## Appendix: The spin density matrix of an ultrarelativistic Dirac particle

### A.1 Conventions and premises

Units are $\hbar=c=1$, energies are in MeV, the metric is $(+,-,-,-)$, and $\not a=\gamma^0a^0-\boldsymbol\gamma\cdot\mathbf a$. The Dirac representation is used:

$$\gamma^0=\begin{pmatrix}1&0\\0&-1\end{pmatrix},\quad \boldsymbol\gamma=\begin{pmatrix}0&\boldsymbol\sigma\\-\boldsymbol\sigma&0\end{pmatrix},\quad \gamma_5=i\gamma^0\gamma^1\gamma^2\gamma^3=\begin{pmatrix}0&1\\1&0\end{pmatrix},$$

with $\boldsymbol\alpha=\gamma^0\boldsymbol\gamma$ and $\boldsymbol\Sigma=\gamma_5\boldsymbol\alpha=\mathrm{diag}(\boldsymbol\sigma,\boldsymbol\sigma)$. With the opposite definition $\gamma_5=-i\gamma^0\gamma^1\gamma^2\gamma^3$ every term linear in $\gamma_5$ below changes sign. The momentum is $p=(E,P\mathbf n)$ with $|\mathbf n|=1$ and $E^2-P^2=m^2$. A subscript $n$ marks the component along $\mathbf n$, so $\gamma_n^2=-1$ and $\alpha_n^2=1$. The symbol $\gamma$ without an index is the Lorentz factor $E/m$, and $\beta=P/E$.

The premises are three. (i) The particle is a free plane wave of sharp momentum, $(\not p-m)u=0$, normalised to $\bar uu=2m$. (ii) The spin ensemble is specified in the rest frame reached by a pure boost along $\mathbf n$, where the two-component spinors average to $\overline{\chi\chi^\dagger}=\tfrac12(1+\boldsymbol\zeta\cdot\boldsymbol\sigma)$ with $|\boldsymbol\zeta|\le1$. This is the most general Hermitian non-negative $2\times2$ matrix of unit trace. (iii) A positron of momentum $p$ and rest-frame spinor $\chi$ enters amplitudes through the charge-conjugate spinor $v=i\gamma^2u^*$. The density matrices are $\rho=\overline{u\bar u}$ and $\rho^{(+)}=\overline{v\bar v}$. The polarisation vector is split as $\boldsymbol\zeta=\zeta_\parallel\mathbf n+\boldsymbol\zeta_\perp$, so $\zeta_\parallel$ is the mean of twice the helicity.

### A.2 The exact covariant form

At rest $u_0=\sqrt{2m}\,(\chi,0)^T$. The projector on the upper components is $\tfrac12(1+\gamma^0)$, and it absorbs the factor $\gamma^0$ contained in $\bar u_0$:

$$\rho_{\rm rest}=\frac m2(1+\gamma^0)(1+\boldsymbol\zeta\cdot\boldsymbol\Sigma).$$

Define the rest-frame four-vector $s=(0,\boldsymbol\zeta)$. From $\boldsymbol\gamma=\gamma^0\boldsymbol\alpha$ and $\gamma_5\gamma^0=-\gamma^0\gamma_5$,

$$\gamma_5\not s=-\gamma_5\gamma^0\,\boldsymbol\alpha\cdot\boldsymbol\zeta=\gamma^0\,\boldsymbol\Sigma\cdot\boldsymbol\zeta .\tag{A1}$$

Since $(1+\gamma^0)\gamma^0=1+\gamma^0$, one may replace $\boldsymbol\zeta\cdot\boldsymbol\Sigma$ by $\gamma_5\not s$, which gives $\rho_{\rm rest}=\tfrac12(m\gamma^0+m)(1+\gamma_5\not s)$.

The boost of rapidity $\eta$, with $E=m\cosh\eta$ and $P=m\sinh\eta$, acts through $S=e^{\eta\alpha_n/2}=\cosh\frac\eta2+\alpha_n\sinh\frac\eta2$. This matrix is Hermitian. Because $\alpha_n$ anticommutes with $\gamma^0$ and $\gamma_n$, moving $S$ through either of them inverts it. Hence $\bar u=\bar u_0S^{-1}$, $\rho=S\rho_{\rm rest}S^{-1}$, and, using $\gamma^0\alpha_n=\gamma_n$ and $\gamma_n\alpha_n=\gamma^0$,

$$S\gamma^0S^{-1}=\gamma^0S^{-2}=\gamma^0\cosh\eta-\gamma_n\sinh\eta,\qquad S\gamma_nS^{-1}=\gamma_n\cosh\eta-\gamma^0\sinh\eta .$$

The transverse matrices $\boldsymbol\gamma_\perp$ and $\gamma_5$ commute with $\alpha_n$ and are unchanged. Thus $m\gamma^0\to\not p$, the vector $(0,\mathbf n)$ goes to $s_L=(P,E\mathbf n)/m$, and

$$\rho=\tfrac12(\not p+m)(1+\gamma_5\not s),\qquad s=\zeta_\parallel s_L+s_\perp,\qquad s_\perp=(0,\boldsymbol\zeta_\perp).\tag{A2}$$

Note that $\not s_\perp=-\boldsymbol\gamma\cdot\boldsymbol\zeta_\perp$, that $p\cdot s=0$ and that $s^2=-|\boldsymbol\zeta|^2$. The spinor itself is $u=Su_0=\sqrt{E+m}\,\big(\chi,\ \kappa\,\sigma_n\chi\big)^T$ with $\kappa=\tanh\frac\eta2=P/(E+m)$.

### A.3 Cancellation of the $1/m$ terms

The components of $s_L$ grow as $E/m$. In (A2) the product $\not p\gamma_5\not s_L$ therefore seems to be of order $E^2/m$, larger than the spin-independent term $\not p$, and the limit $m\to0$ cannot be taken by inspection. Multiplying out, with $\gamma_n\gamma^0=-\alpha_n$ and $\gamma_n^2=-1$,

$$\not p\not s_L=\frac1m(E\gamma^0-P\gamma_n)(P\gamma^0-E\gamma_n)=\frac1m\big[EP-E^2\alpha_n+P^2\alpha_n-EP\big]=-m\,\alpha_n .$$

The scalar terms cancel because $p\cdot s_L=0$, and the $\alpha_n$ terms cancel down to $m^2$ because of the mass-shell condition. Therefore

$$\not p\gamma_5\not s_L=-\gamma_5\not p\not s_L=m\Sigma_n .\tag{A3}$$

The term that looked largest is of order $m$. The leading longitudinal term comes instead from $m\gamma_5\not s_L$, where the explicit $m$ removes the $1/m$ of $s_L$.

To sort the terms by size, introduce the light-like vectors $n=(1,\mathbf n)$ and $\bar n=(1,-\mathbf n)$ and set $p_\pm=\tfrac12(E\pm P)$. Comparing time and space components,

$$p=p_+n+p_-\bar n,\qquad m\,s_L=p_+n-p_-\bar n,\qquad p_+p_-=\tfrac14m^2 .$$

Then $m\gamma_5\not s_L=-p_+\not n\gamma_5+p_-\not{\bar n}\gamma_5$. Inserting this and (A3) in (A2) and collecting powers gives an identity valid at any energy:

$$\rho=\tfrac12p_+\big[A+2\epsilon B+\epsilon^2C\big],\qquad \epsilon=\frac{m}{E+P}=e^{-\eta},\tag{A4}$$

$$A=\not n\,(1-\zeta_\parallel\gamma_5+\gamma_5\not s_\perp),\quad B=1+\zeta_\parallel\Sigma_n+\gamma_5\not s_\perp,\quad C=\not{\bar n}\,(1+\zeta_\parallel\gamma_5+\gamma_5\not s_\perp).$$

Here $m/p_+=2\epsilon$ and $p_-/p_+=\epsilon^2$ were used. The matrices $A,B,C$ do not depend on $E$ or $m$, so the series in $\epsilon$ ends at second order. No negative power of $m$ remains.

### A.4 The Michel–Wightman limit

For $E\gg m$, $\epsilon\to m/2E$ and only $A$ survives. Define $\rho_0=\tfrac12p_+A$. Replacing $p_+\not n$ by $\not p$ changes $\rho_0$ by a term proportional to $p_-$, of relative order $\epsilon^2$, so to the stated accuracy

$$\rho\;\to\;\tfrac12\not p\,\big(1-\zeta_\parallel\gamma_5+\gamma_5\not s_\perp\big)\quad\text{with corrections of relative order } m/E.\tag{A5}$$

This is the form associated with Michel and Wightman (1955).

**Two-dimensional content.** Consider the Hermitian matrix $\rho\gamma^0=\overline{uu^\dagger}$ and the projectors $\Lambda_\pm=\tfrac12(1\pm\alpha_n)$, each of rank two. One has $\not n\gamma^0=1+\alpha_n=2\Lambda_+$ and $\not{\bar n}\gamma^0=2\Lambda_-$. Moving $\gamma^0$ to the left changes the sign of $\gamma_5$ and leaves $\gamma_5\not s_\perp$ unchanged. With (A1),

$$A\gamma^0=2\Lambda_+(1+\zeta_\parallel\gamma_5+\gamma^0\boldsymbol\Sigma\cdot\boldsymbol\zeta_\perp),\qquad C\gamma^0=2\Lambda_-(1-\zeta_\parallel\gamma_5+\gamma^0\boldsymbol\Sigma\cdot\boldsymbol\zeta_\perp).$$

Take $\mathbf n$ along $z$ and define $\boldsymbol\tau=(\gamma^0\Sigma_x,\gamma^0\Sigma_y,\gamma_5)$. All three commute with $\alpha_z$, square to one and anticommute with each other. On the range of $\Lambda_+$, $\gamma_5=\gamma_5\alpha_z=\Sigma_z$, so $\tau_x\tau_y=i\Sigma_z=i\tau_z$ and the $\tau_i$ are Pauli matrices there. Hence $\rho_0\gamma^0=2p_+\Lambda_+\tfrac12(1+\boldsymbol\zeta\cdot\boldsymbol\tau)$ is a non-negative matrix with eigenvalues $p_+(1\pm|\boldsymbol\zeta|),0,0$. The whole polarisation vector survives the limit. The longitudinal part is the population difference of the two chiralities. The transverse part is the coherence between them, since $\tau_x$ and $\tau_y$ anticommute with $\gamma_5$. The corresponding spinor is $u^{(0)}=\sqrt{p_+}\,(\chi,\sigma_n\chi)^T$. For $\zeta_\parallel=+1$, (A5) reads $\tfrac12\not p(1-\gamma_5)=\tfrac12(1+\gamma_5)\not p$, so positive helicity goes with chirality $+1$, which fixes the sign in (A5).

**Size of the remainder.** In $B\gamma^0$ the factor $B$ commutes with $\alpha_n$ and $\gamma^0$ anticommutes with it, so $B\gamma^0$ connects $\Lambda_+$ with $\Lambda_-$ only. The three terms of (A4) thus occupy different blocks and are orthogonal in the norm $\|X\|^2=\mathrm{Tr}\,XX^\dagger$, which the unitary factor $\gamma^0$ does not change. In each term the spin part is a sum of anticommuting matrices, traceless on the block, whose square is $|\boldsymbol\zeta|^2$. This gives $\|A\|^2=\|C\|^2=8(1+|\boldsymbol\zeta|^2)$ and $\|B\|^2=4(1+|\boldsymbol\zeta|^2)$, and so

$$\frac{\|\rho-\rho_0\|}{\|\rho_0\|}=\epsilon\sqrt{2+\epsilon^2}\simeq\frac{m}{\sqrt2\,E},\tag{A6}$$

whatever the polarisation. Two traces follow from the same blocks: $\mathrm{Tr}\,\rho\gamma^0=2p_++2p_-=2E$ and $\mathrm{Tr}\,\rho\gamma^0\gamma_5=2\zeta_\parallel(p_+-p_-)=2P\zeta_\parallel$. The mean chirality is $\beta\zeta_\parallel$, and a pure helicity state has the opposite chirality with probability $(1-\beta)/2=p_-/E$.

### A.5 Positrons

At rest $v_0=i\gamma^2u_0^*=\sqrt{2m}\,(0,-i\sigma_2\chi^*)^T$. From $\sigma_2\boldsymbol\sigma^*\sigma_2=-\boldsymbol\sigma$ the lower spinors average to $\tfrac12(1-\boldsymbol\zeta\cdot\boldsymbol\sigma)$. The projector on the lower components obeys $\tfrac12(1-\gamma^0)\gamma^0=-\tfrac12(1-\gamma^0)$, so

$$\rho^{(+)}_{\rm rest}=\frac m2(\gamma^0-1)(1-\boldsymbol\zeta\cdot\boldsymbol\Sigma)=\frac m2(\gamma^0-1)(1+\gamma_5\not s),$$

where the last step uses (A1) and $(\gamma^0-1)\gamma^0=-(\gamma^0-1)$. In this representation $\gamma^2\gamma^{\mu*}=-\gamma^\mu\gamma^2$. Applied twice this gives $\gamma^2S^*=S\gamma^2$, so $v=Sv_0$ with the same boost, and

$$\rho^{(+)}=\tfrac12(\not p-m)(1+\gamma_5\not s).$$

Compared with (A2), the terms $\not p$, $\not p\gamma_5\not s_\perp$ and $\zeta_\parallel\not p\gamma_5\not s_L=m\zeta_\parallel\Sigma_n$ keep their signs, while $m$, $m\gamma_5\not s_\perp$ and $m\zeta_\parallel\gamma_5\not s_L$ change theirs. The result is

$$\rho^{(+)}=\tfrac12p_+\big[A-2\epsilon B+\epsilon^2C\big]_{\zeta_\parallel\to-\zeta_\parallel}\;\to\;\tfrac12\not p\,\big(1+\zeta_\parallel\gamma_5+\gamma_5\not s_\perp\big).\tag{A7}$$

Only the longitudinal term is reversed in the limit. A positron of positive helicity is described by a spinor $v$ of chirality $-1$. The bound (A6) holds unchanged.

### A.6 Order of the corrections in observables

A rate with polarised initial state $\rho$ and final-state analyser $\rho'$ is proportional to $W=\mathrm{Tr}[\rho'\Gamma\rho\bar\Gamma]$, with $\bar\Gamma=\gamma^0\Gamma^\dagger\gamma^0$. Count $\gamma^\mu$ as odd and $\gamma_5$ as even. In $A$ and $C$ the unpolarised and longitudinal terms are odd and the transverse term is even. In $B$ it is the other way round. If $\Gamma$ has definite parity in this count, the trace vanishes unless the pieces taken from $\rho$ and $\rho'$ have equal parity, because a trace of an odd number of $\gamma^\mu$ is zero. Two consequences follow. Among unpolarised and longitudinal terms, and among transverse terms, the products $AB'$ drop out and corrections begin at $\epsilon^2$. Terms that link a transverse component on one side to a longitudinal or unpolarised term on the other vanish for $\rho_0$ and begin at order $\epsilon$, so (A5) misses them entirely. Mass terms in internal propagators break the definite parity of $\Gamma$ at order $m$ and must be counted alongside $B$.

Elastic scattering by a static potential in first Born approximation tests both statements. Here $\Gamma=\gamma^0$, $E'=E$, and the spin dependence lies in $u'^\dagger u$. Let $\mathbf n=\hat z$ and let $\mathbf n'$ lie in the $xz$ plane at angle $\theta$, with $\mathrm c=\cos\frac\theta2$, $\mathrm s=\sin\frac\theta2$, $\chi'_+=(\mathrm c,\mathrm s)^T$, $\chi'_-=(-\mathrm s,\mathrm c)^T$. The final polarisation is then referred to the axes $\hat x'=(\cos\theta,0,-\sin\theta)$, $\hat y$, $\mathbf n'$. For helicity signs $\lambda,\lambda'=\pm1$, and with $(E+m)\kappa^2=E-m$,

$$u'^\dagger u=\chi'^\dagger\chi\,[(E+m)+\lambda\lambda'(E-m)],\qquad \bar u'u=\chi'^\dagger\chi\,[(E+m)-\lambda\lambda'(E-m)].\tag{A8}$$

The amplitude matrix $M_{\lambda'\lambda}=u'^\dagger u$ has diagonal elements $2E\mathrm c$, and $M_{+-}=-M_{-+}=2m\mathrm s$. It is $2\sqrt{E^2\mathrm c^2+m^2\mathrm s^2}$ times $e^{i\delta\sigma_y/2}$, a rotation by $-\delta$ about $\hat y$, with

$$\tan\frac\delta2=\frac1\gamma\tan\frac\theta2 .\tag{A9}$$

The spin lags the momentum by $\delta$. For $\gamma\to1$, $\delta=\theta$ and the spin stays fixed in space. Written out,

$$W=2(E^2\mathrm c^2+m^2\mathrm s^2)(1+\zeta_y\zeta'_y)+2(E^2\mathrm c^2-m^2\mathrm s^2)(\zeta_\parallel\zeta'_\parallel+\zeta_x\zeta'_x)+4Em\,\mathrm{sc}\,(\zeta_x\zeta'_\parallel-\zeta_\parallel\zeta'_x).$$

With $u^{(0)}$ the amplitude is $p_+\chi'^\dagger\chi(1+\lambda\lambda')$, which gives $W_0=2p_+^2\mathrm c^2(1+\zeta_\parallel\zeta'_\parallel+\zeta_x\zeta'_x+\zeta_y\zeta'_y)$. The first two terms of $W$ depart from $W_0$ at order $m^2$, and the mixed term is linear in $m$ and absent from $W_0$, as the parity rule requires. Using $E=p_+(1+\epsilon^2)$ and $m=2\epsilon p_+$, the unpolarised ratio is

$$W/W_0-1=2\epsilon^2+\epsilon^4+4\epsilon^2\tan^2\tfrac\theta2 ,\tag{A10}$$

which is of order one when $\pi-\theta\simeq2/\gamma$.

### A.7 The anomalous moment

The lag (A9) is so small at high energy that the anomalous magnetic moment has to be weighed against it. Add the Pauli term, $\Gamma^\mu=\gamma^\mu+a\,i\sigma^{\mu\nu}q_\nu/2m$, with $q=p'-p$, $\sigma^{\mu\nu}=\frac i2[\gamma^\mu,\gamma^\nu]$ and $g=2(1+a)$. Since $i\sigma^{\mu\nu}q_\nu=-\tfrac12[\gamma^\mu,\not q]$, anticommuting $\not p$ to the right and $\not p'$ to the left and using the Dirac equation gives $\bar u'i\sigma^{\mu\nu}q_\nu u=\bar u'[2m\gamma^\mu-(p+p')^\mu]u$. For $\mu=0$ the vertex becomes $(1+a)\gamma^0-aE/m$. From (A8), the non-flip amplitude is $[2E(1+a)-2aE]\mathrm c=2E\mathrm c$, and the flip amplitude is $[2m(1+a)-2aE^2/m]\mathrm s$. Therefore

$$\tan\frac\delta2=\frac{1-a\beta^2\gamma^2}{\gamma}\tan\frac\theta2 .\tag{A11}$$

Once $a\gamma^2>1$ the anomaly outweighs the mass term and the spin runs ahead of the momentum. The density matrix (A4) is unaffected, being a property of the free state. The vertex, however, mixes parities. For $\mu=0$ and $q^0=0$ the Pauli term is $a\,\boldsymbol\alpha\cdot\mathbf q/2m$, which is even in $\gamma^\mu$ and links opposite chiralities only. Between the spinors $u^{(0)}$ the vertex in this form gives the non-flip amplitude $2p_+\mathrm c$ and the flip amplitude $-2a(p_+P/m)\mathrm s$. These agree, up to relative order $\epsilon^2$, with the exact $2E\mathrm c$ and with the anomalous part $-2a(P^2/m)\mathrm s$ of the exact flip amplitude. The limit form thus yields $\tan\frac\delta2=-a\beta\gamma\tan\frac\theta2$ and misses only the mass term $2m\mathrm s$. The reduced vertex $(1+a)\gamma^0-aE/m$ must not be combined with $\rho_0$. It rests on the massive Dirac equation, which $u^{(0)}$ violates at order $m$, and the factor $E/m$ turns this into a spurious non-flip amplitude $2(1+a)p_+\mathrm c$. A constant $a$ requires $|\mathbf q|\ll m$. The one-loop results, quoted here without derivation, are $a=\alpha/2\pi$ (Schwinger 1948; $\alpha$ is the fine-structure constant) and the form factor $a\int_0^1dx\,[1+x(1-x)\mathbf q^2/m^2]^{-1}$.

### A.8 Range of validity

Equations (A2), (A4), (A6) and the first equality of (A7) are exact for a free particle of sharp momentum. The limit (A5) needs $E\gg m$. By the Cauchy–Schwarz inequality $|\mathrm{Tr}(\rho-\rho_0)O|\le\|\rho-\rho_0\|\,\|O\|$. This bounds the absolute change of an observable. The relative change is of order $m/E$ or smaller only if $\mathrm{Tr}\,\rho_0O$ is itself of order $\|\rho_0\|\|O\|$. That condition fails in four cases.

1. Observables that link transverse to longitudinal or unpolarised terms through a vertex of definite parity start at order $m/E$.
2. Potential scattering within about $2/\gamma$ of the backward direction, by (A10).
3. Vertices reduced with the Dirac equation to a form with explicit factors $E/m$, such as $(1+a)\gamma^0-aE/m$ in A.7. The Pauli term in its $\sigma^{\mu\nu}q_\nu$ form does not belong here.
4. Emission at angles of order $1/\gamma$.

For the last case take a photon $k=\omega(1,\hat{\mathbf k})$ at angle $\vartheta$ to $\mathbf n$. Then

$$\mathrm{Tr}\,\rho\not k=2p\cdot k=2\omega\,[p_+(1-\cos\vartheta)+p_-(1+\cos\vartheta)].$$

The second term comes from $C$, and its ratio to the first is $\epsilon^2\cot^2\frac\vartheta2\simeq(\gamma\vartheta)^{-2}$. Even the second-order term of (A4) equals the leading one at $\vartheta=1/\gamma$. Helicity flips behave alike. For the transverse vertex $\alpha_x$ between states of energies $E,E'$ with directions differing by $\vartheta'$ in the $xz$ plane,

$$u'^\dagger\alpha_xu=\sqrt{(E+m)(E'+m)}\;\chi'^\dagger\sigma_x\chi\,(\lambda\kappa+\lambda'\kappa').$$

For $\lambda=+1$ the spinor overlap is $\sin\frac{\vartheta'}2$ without flip and $\cos\frac{\vartheta'}2$ with flip. With $\kappa\simeq1-m/E$ the ratio of flip to non-flip is $(m/E'-m/E)/\vartheta'$. This is an estimate only, since a real photon's polarisation vector also has a small component along $\mathbf n$ that adds a non-flip term of the same order, and in bremsstrahlung one leg is off shell.

### A.9 Illustration: 855 MeV electrons in a diamond radiator

Take 855 MeV as the total energy and $m=0.510999$ MeV.

| quantity | value |
|---|---|
| $\gamma$ | 1673.2 |
| $m/E$ | $5.977\times10^{-4}$ |
| $p_+$, weight of $A$ | 854.9999 MeV |
| $p_-$, weight of $C$ | 76.4 eV |
| $\epsilon$ | $2.988\times10^{-4}$ |
| $\Vert\rho-\rho_0\Vert/\Vert\rho_0\Vert$ | $4.226\times10^{-4}$ |
| $1-\beta$ | $1.786\times10^{-7}$ |
| opposite-chirality probability | $8.93\times10^{-8}$ |

A scale for the momentum that the lattice takes up coherently is set by thermal motion. The Debye–Waller factor of the intensity is $e^{-\mathbf q^2\langle u^2\rangle}$, with $\langle u^2\rangle$ the mean-square displacement along one axis. In the Debye model, with SI constants restored,

$$\langle u^2\rangle=\frac{3\hbar^2}{Mk_B\Theta}\Big[\frac14+\frac1{x^2}\int_0^x\frac{t\,dt}{e^t-1}\Big],\qquad x=\frac\Theta T .$$

The compiled Debye temperature of diamond is $\Theta=2250$ K (Råsander 2015). Take the standard atomic mass $M\approx12.011$ u and assume $T=300$ K. Then $x=7.5$, the integral is 1.640, the bracket 0.2792 and the prefactor $5.385\times10^{-23}$ m$^2$. The model gives $\langle u^2\rangle=1.503\times10^{-23}$ m$^2$, a root-mean-square amplitude of 3.88 pm, and a $1/e$ momentum $|\mathbf q|=50.9$ keV. The deflection is $\theta\simeq|\mathbf q|/P=5.95\times10^{-5}$ rad. The Born parameter of carbon is $Z\alpha=0.044$. Since $|\mathbf q|/m=0.10$, the form factor of A.7 lies only 0.2 per cent below $a$.

For such a deflection (A10) gives $W/W_0-1=1.79\times10^{-7}$, so the limit form reproduces the unpolarised rate far better than the $m/E$ bound. The spin lag of the pure Dirac vertex, (A9), is $3.6\times10^{-8}$ rad. With $a=1.161\times10^{-3}$ one has $a\beta^2\gamma^2=3.25\times10^3$, so the anomaly exceeds the mass term by that factor. At small angles (A11) reads $\delta=-1.94\,\theta$, which here is $-1.2\times10^{-4}$ rad. With the Pauli term in its $\sigma^{\mu\nu}q_\nu$ form, the limit amplitudes of A.7 give $\delta=-a\beta\gamma\,\theta=-1.94\,\theta$ as well, lacking only the Dirac lag, and with the anomaly included in both rates $W/W_0-1$ remains $1.79\times10^{-7}$. Small rotations add as vectors to first order, so the same proportionality holds for the net deflection built from many soft scatterings. An assumed net deflection of 1 mrad gives, in this model, a Dirac lag of $0.60\ \mu$rad, an advance of 1.9 mrad once the anomaly is included, and a fractional loss of longitudinal polarisation $1-\cos\delta=1.9\times10^{-6}$. The backward cone of (A10), $2/\gamma=1.20$ mrad wide in angle from $\pi$, plays no part for the transmitted beam.

Radiation is different. The characteristic emission angle is $1/\gamma=0.598$ mrad. There the ratio $\epsilon^2\cot^2\frac\vartheta2$ is 1.00, and it falls to 0.010 only at $10/\gamma=5.98$ mrad. For $E'=E/2$ and $\vartheta'=1/\gamma$ the flip-to-non-flip ratio of the transverse vertex is 1.00. The form (A5) therefore describes the 855 MeV beam itself to about four parts in $10^4$ and serves for soft elastic deflection, with the Pauli term kept in its $\sigma^{\mu\nu}q_\nu$ form, and for wide-angle processes, while the bremsstrahlung produced in the diamond, and the polarisation carried off by the photon and the scattered electron, must be computed with all three terms of (A4).